**Identifying states of Na-like Hf61+ from hyperfine constants**

The table holds A/g and B/Q for 34 valence states of Hf61+ from a B-spline many-body calculation at three levels: frozen-core Dirac-Hartree-Fock, RPA core polarisation, and Brueckner orbitals with RPA. The program tests whether five hidden rows can be labelled from the ratio B/A and the size of A/g, using point-nucleus Dirac-Coulomb functions with an effective charge between 62 and 72. With the charge fitted to each DHF A/g, the Dirac B/A agrees with the table within 0.9%, whereas the nonrelativistic ratio misses by up to 13% and would send the 6p3/2 row to d5/2. The output lists exponents in n, effective charges, RPA and Brueckner shifts by symmetry, and the labels that pass the charge bracket for each hidden row; for 4s1/2 the bracket alone also admits 3p1/2.

B-spline many-body code 1, no-pair Dirac-Coulomb: Hf61+ (Z = 72), one electron outside a frozen [He] 2s2 2p6 core. Orbitals are Dirac-Hartree-Fock (DHF) or Brueckner, the latter from a second-order and RPA-screened correlation potential; RPA is static core polarisation. The nucleus is uniformly magnetised, with rms radius 5.347 fm.

## Numerical check

```python
# Table: hyperfine A/g (MHz) and B/Q (MHz/barn) of Na-like Hf61+, B-spline many-body code: DHF, RPA, Brueckner RPA.
# Tested: can hidden rows be identified from B/A (nonrelativistic vs Dirac) and the size of A, using
# point-nucleus Dirac-Coulomb functions with an effective charge between 62 (screened) and 72 (bare)?
T = {
    'hyperfine': ['3s1/2', '4s1/2', '5s1/2', '6s1/2', '3p1/2', '4p1/2', '5p1/2', '6p1/2', '3p3/2', '4p3/2', '5p3/2', '6p3/2', '3d3/2', '4d3/2', '5d3/2', '6d3/2', '3d5/2', '4d5/2', '5d5/2', '6d5/2', '4f5/2', '5f5/2', '6f5/2', '7f5/2', '4f7/2', '5f7/2', '6f7/2', '7f7/2', '5g7/2', '6g7/2', '7g7/2', '5g9/2', '6g9/2', '7g9/2'],
    'hyperfine_a_dhf': [5270000, 2134000, 1064000, 604600, 1734000, 711600, 357600, 204200, 202300, 84160, 42660, 24510, 109800, 46280, 23640, 13650, 43820, 18480, 9453, 5462, 12170, 6284, 3650, 2302, 6621, 3420, 1987, 1254, 2615, 1518, 957.6, 1649, 957.4, 604.0],  # MHz
    'hyperfine_a_rpa': [5382000, 2174000, 1083000, 615300, 1772000, 725100, 364000, 207700, 198700, 82370, 41720, 23960, 109100, 45910, 23460, 13540, 38760, 17570, 9163, 5338, 12310, 6368, 3699, 2333, 6269, 3210, 1860, 1173, 2621, 1524, 962.0, 1638, 947.6, 596.4],  # MHz
    'hyperfine_a_brueckner_rpa': [5385000, 2176000, 1084000, 615500, 1774000, 725400, 364100, 207700, 198900, 82400, 41730, 23970, 109100, 45930, 23460, 13550, 38780, 17580, 9165, 5339, 12320, 6371, 3701, 2334, 6272, 3211, 1861, 1173, 2622, 1524, 962.2, 1639, 947.8, 596.5],  # MHz
    'hyperfine_b_dhf': [None, None, None, None, None, None, None, None, 408000, 171000, 86900, 50000, 74500, 32200, 16600, 9660, 91700, 39000, 20000, 11600, 12800, 6670, 3890, 2460, 14400, 7460, 4340, 2740, 3420, 1990, 1260, 3670, 2140, 1350],  # MHz/barn
    'hyperfine_b_rpa': [None, None, None, None, None, None, None, None, 413000, 173000, 87700, 50400, 72400, 31800, 16500, 9580, 89500, 38600, 19900, 11500, 13900, 7110, 4110, 2590, 15700, 7980, 4610, 2900, 3910, 2270, 1430, 4200, 2430, 1530],  # MHz/barn
    'hyperfine_b_brueckner_rpa': [None, None, None, None, None, None, None, None, 414000, 173000, 87700, 50400, 72400, 31800, 16500, 9580, 89600, 38700, 19900, 11500, 13900, 7110, 4110, 2590, 15700, 7980, 4610, 2900, 3910, 2270, 1430, 4200, 2430, 1530],  # MHz/barn
}
import numpy as np
from scipy.constants import alpha, m_e, m_p, physical_constants as pc
from scipy.special import gamma
from scipy.optimize import brentq
H = pc['hartree-hertz relationship'][0]/1e6
barn = 1e-28/pc['Bohr radius'][0]**2
L = T['hyperfine']; hid = [1, 6, 11, 13, 15]
Ad, Ar, Ab = [np.array(T['hyperfine_a_'+s], float) for s in ('dhf', 'rpa', 'brueckner_rpa')]
Bd, Br, Bb = [np.array([np.nan if v is None else v for v in T['hyperfine_b_'+s]], float) for s in ('dhf', 'rpa', 'brueckner_rpa')]
qn = lambda s: (int(s[0]), 'spdfg'.index(s[1]), int(s[2])/2)
def dirac(s, Z):
    n, l, j = qn(s); k = -(l+1) if j > l else l; nr = n-abs(k)
    g = np.sqrt(k*k-(alpha*Z)**2); N = np.sqrt(nr*nr+2*nr*g+k*k); e = (nr+g)/N
    def F(a):
        c = [1.0]
        for i in range(nr): c.append(c[-1]*(a+i)/((2*g+1+i)*(i+1)))
        return np.array(c)
    P = np.sqrt(1+e)*((N-k)*F(-nr)-nr*F(1-nr)); Q = np.sqrt(1-e)*((N-k)*F(-nr)+nr*F(1-nr))
    I = lambda c, p: (2*Z/N)**p*np.sum(c*gamma(2*g+np.arange(len(c))+1-p))
    rho = np.convolve(P, P)+np.convolve(Q, Q); n0 = I(rho, 0)
    A = H*alpha*m_e/m_p*abs(k*I(np.convolve(P, Q), 2))/n0/(j*(j+1))
    return A, (H*barn*(2*j-1)/(2*j+2)*I(rho, 3)/n0 if j > 1 else np.nan)
def nrel(s):
    n, l, j = qn(s)
    return barn*(2*j-1)/(2*j+2)/(alpha**2*m_e/(2*m_p)*l*(l+1)/(j*(j+1))) if j > 1 else np.nan
zeff = lambda s, A: brentq(lambda Z: dirac(s, Z)[0]-A, 30, 100)
g1 = np.sqrt(1-(72*alpha)**2)
assert abs(dirac('1s1/2', 72)[0]/(H*4/3*alpha**2*72**3*m_e/m_p/(g1*(2*g1-1)))-1) < 1e-8
Z = np.array([zeff(s, a) for s, a in zip(L, Ad)])
R = np.array([dirac(s, z)[1]/a for s, z, a in zip(L, Z, Ad)])
syms = list(dict.fromkeys(s[1:] for s in L)); idx = {y: [i for i, s in enumerate(L) if s[1:] == y] for y in syms}
f = lambda v, d: ' '.join('%.*f' % (d, x) for x in v)
hu = lambda x, m: 100*0.5*10.0**(np.floor(np.log10(x))-m+1)/x
print('rounding floor %%: A %.3f-%.3f, B %.2f-%.2f' % (hu(Ad, 4).min(), hu(Ad, 4).max(), np.nanmin(hu(Bd, 3)), np.nanmax(hu(Bd, 3))))
print('sym | dlnA/dln n | Zeff from A(DHF), rising n | B/A DHF (1/barn) | nonrel | Dirac(Zeff) error %')
for y in syms:
    i = idx[y]; p = np.polyfit(np.log([qn(L[a])[0] for a in i]), np.log(Ad[i]), 1)[0]
    assert -3.5 < p < -2.8
    print(y, '| %.2f |' % p, f(Z[i], 1), '|', f(Bd[i]/Ad[i], 3), '| %.3f |' % nrel(L[i[0]]), f(100*(R[i]*Ad[i]/Bd[i]-1), 1))
err = 100*np.abs(R*Ad/Bd-1); w = np.nanargmax(err)
print('worst Dirac B/A error: %s %.1f %%; worst nonrel: %.1f %%' % (L[w], err[w], np.nanmax([100*abs(nrel(s)*a/b-1) for s, a, b in zip(L, Ad, Bd)])))
print('sym | RPA shift of A % | RPA shift of B %')
for y in syms:
    i = idx[y]; print(y, '|', f(100*(Ar[i]/Ad[i]-1), 1), '|', f(100*(Br[i]/Bd[i]-1), 1))
print('max Brueckner shift: A %.3f %%, B %.2f %%' % (100*np.max(abs(Ab/Ar-1)), 100*np.nanmax(abs(Bb/Br-1))))
a, b = L.index('3p1/2'), L.index('3p3/2')
print('A 3p1/2:3p3/2 DHF %.2f; nonrel 5; Dirac Z=62 %.2f, Z=72 %.2f' % (Ad[a]/Ad[b], *[dirac(L[a], z)[0]/dirac(L[b], z)[0] for z in (62, 72)]))
print('hidden rows: labels allowed by A(62)<=A<=A(72) as label(Z needed; B/A Dirac error %; nonrel error %)')
for h in hid:
    ok = [s for s in L if (qn(s)[2] < 1) == np.isnan(Bd[h]) and dirac(s, 62)[0] <= Ad[h] <= dirac(s, 72)[0]]
    zz = [zeff(s, Ad[h]) for s in ok]; ee = [100*(dirac(s, z)[1]/Bd[h]-1) for s, z in zip(ok, zz)]
    assert L[h] in ok and (np.isnan(Bd[h]) or ok[int(np.argmin(np.abs(ee)))] == L[h])
    print('row', h, L[h], 'B/A %.3f:' % (Bd[h]/Ad[h]), ' '.join('%s(%.1f;%.1f;%.1f)' % (s, z, e, 100*(nrel(s)*Ad[h]/Bd[h]-1)) for s, z, e in zip(ok, zz, ee)))
    zc = np.mean([Z[i] for i in idx[L[h][1:]] if i not in hid]); pr = dirac(L[h], zc)[0]
    near = sorted((i for i in range(len(L)) if i != h), key=lambda i: abs(np.log(Ad[i]/Ad[h])))[0]
    print('   bracket %.4g-%.4g MHz; Z from visible rows %.1f -> A %.4g MHz (%+.1f %%); nearest A: %s %+.1f %%' % (dirac(L[h], 62)[0], dirac(L[h], 72)[0], zc, pr, 100*(pr/Ad[h]-1), L[near], 100*(Ad[near]/Ad[h]-1)))
```

Running it gives:

```
rounding floor %: A 0.005-0.047, B 0.05-0.43
sym | dlnA/dln n | Zeff from A(DHF), rising n | B/A DHF (1/barn) | nonrel | Dirac(Zeff) error %
s1/2 | -3.12 | 67.3 66.9 66.6 66.4 | nan nan nan nan | nan | nan nan nan nan
p1/2 | -3.09 | 67.4 67.0 66.8 66.7 | nan nan nan nan | nan | nan nan nan nan
p3/2 | -3.05 | 66.2 65.8 65.6 65.4 | 2.017 2.032 2.037 2.040 | 1.847 | -0.7 -0.9 -0.9 -0.9
d3/2 | -3.01 | 64.3 64.1 64.0 64.0 | 0.679 0.696 0.702 0.708 | 0.616 | -0.5 -0.6 -0.5 -0.7
d5/2 | -3.00 | 64.2 63.9 63.8 63.7 | 2.093 2.110 2.116 2.124 | 2.052 | -0.1 -0.2 -0.1 -0.3
f5/2 | -2.98 | 62.3 62.4 62.4 62.4 | 1.052 1.061 1.066 1.069 | 1.026 | 0.1 -0.1 -0.0 -0.1
f7/2 | -2.97 | 62.3 62.3 62.4 62.4 | 2.175 2.181 2.184 2.185 | 2.155 | -0.1 0.0 0.1 0.1
g7/2 | -2.99 | 62.0 62.0 62.0 | 1.308 1.311 1.316 | 1.293 | 0.0 0.2 -0.0
g9/2 | -2.98 | 62.0 62.0 62.0 | 2.226 2.235 2.235 | 2.216 | 0.1 -0.1 -0.0
worst Dirac B/A error: 6p3/2 0.9 %; worst nonrel: 13.0 %
sym | RPA shift of A % | RPA shift of B %
s1/2 | 2.1 1.9 1.8 1.8 | nan nan nan nan
p1/2 | 2.2 1.9 1.8 1.7 | nan nan nan nan
p3/2 | -1.8 -2.1 -2.2 -2.2 | 1.2 1.2 0.9 0.8
d3/2 | -0.6 -0.8 -0.8 -0.8 | -2.8 -1.2 -0.6 -0.8
d5/2 | -11.5 -4.9 -3.1 -2.3 | -2.4 -1.0 -0.5 -0.9
f5/2 | 1.2 1.3 1.3 1.3 | 8.6 6.6 5.7 5.3
f7/2 | -5.3 -6.1 -6.4 -6.5 | 9.0 7.0 6.2 5.8
g7/2 | 0.2 0.4 0.5 | 14.3 14.1 13.5
g9/2 | -0.7 -1.0 -1.3 | 14.4 13.6 13.3
max Brueckner shift: A 0.113 %, B 0.26 %
A 3p1/2:3p3/2 DHF 8.57; nonrel 5; Dirac Z=62 7.40, Z=72 8.81
hidden rows: labels allowed by A(62)<=A<=A(72) as label(Z needed; B/A Dirac error %; nonrel error %)
row 1 4s1/2 B/A nan: 4s1/2(66.9;nan;nan) 3p1/2(70.6;nan;nan)
   bracket 1.548e+06-2.99e+06 MHz; Z from visible rows 66.8 -> A 2.123e+06 MHz (-0.5 %); nearest A: 3p1/2 -18.7 %
row 6 5p1/2 B/A nan: 5p1/2(66.8;nan;nan)
   bracket 2.607e+05-5.009e+05 MHz; Z from visible rows 67.0 -> A 3.63e+05 MHz (+1.5 %); nearest A: 6s1/2 +69.1 %
row 11 6p3/2 B/A 2.040: 6p3/2(65.4;-0.9;-9.5) 5d3/2(64.7;-65.6;-69.8) 4d5/2(70.0;3.8;0.6)
   bracket 2.063e+04-3.347e+04 MHz; Z from visible rows 65.9 -> A 2.504e+04 MHz (+2.2 %); nearest A: 5d3/2 -3.5 %
row 13 4d3/2 B/A 0.696: 5p3/2(67.2;191.6;165.5) 4d3/2(64.1;-0.6;-11.5) 3d5/2(65.3;200.7;195.0)
   bracket 4.16e+04-6.739e+04 MHz; Z from visible rows 64.2 -> A 4.641e+04 MHz (+0.3 %); nearest A: 3d5/2 -5.3 %
row 15 6d3/2 B/A 0.708: 6d3/2(64.0;-0.7;-13.0) 5d5/2(71.8;200.9;190.0) 4f5/2(64.7;49.0;45.0)
   bracket 1.236e+04-2.004e+04 MHz; Z from visible rows 64.2 -> A 1.379e+04 MHz (+1.0 %); nearest A: 4f5/2 -10.8 %
```
